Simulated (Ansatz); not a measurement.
Ti: the change of energy above lowest point with volume scale

All results are calculated (Ansatz 0.2.0). Free energy against uniform scaling of the volume at fixed shape and fractions; periodic cell, basis, potentials, k mesh and filling as listed.

The cell before it is scaled or strained (space group P6_3/mmc, No. 194):
```
cell vectors (Å)
   2.9598     0.0000     0.0000
  -1.4799     2.5633     0.0000
   0.0000     0.0000     4.6955
atoms (fractions of the cell vectors)
Ti  0.33333  0.66667  0.25000
Ti  0.66667  0.33333  0.75000
```

Settings of every row: functional PBEsol; dispersion none; potentials PAW; wave cutoff 420 eV; density cutoff 1680 eV; k mesh 10x10x6; k shift 0x0x0; occupations methfessel paxton; smearing width 0.1 eV; spin none.

Limits: coarse k mesh, up to 40 meV an atom off; minimum outside the range.

```
row  volume scale  V (Å³/atom)  energy above lowest point (meV/atom)
  1        0.9406       16.754                                     0
  2        0.9703       17.283                                   6.5
  3             1       17.812                                  23.7
  4        1.0297       18.341                                     ?
  5        1.0594        18.87                                  84.6
```

Question: what energy above lowest point should row 4 give?

Worked fit of energy above lowest point. Take u = (V_r/V)^(2/3) − 1 with V_r = 17.547 Å³ an atom, which is twice the finite (Eulerian) strain; such expansions in the strain, on which the Birch-Murnaghan equation of state is built, carry the rest volume and the bulk modulus. The shown rows have u = 0.03131, 0.01016, -0.00994, -0.0473. Least squares give energy above lowest point = 13.84 − 861.5 × u + 13413 × u² meV/atom; a straight line predicts inner rows, each left out in turn, worse (root mean square 13 against 0.065 meV/atom). All shown rows lie on it to the printed digit. The withheld row has u = -0.02907, so the fit gives 13.84 − 861.5 × (-0.02907) + 13413 × (-0.02907)² = 50.2 meV/atom.

The calculation gave 50.1 meV/atom. The fit lies 0.1 meV/atom (0.12 % of the column's range) above it, one unit of the last digit.
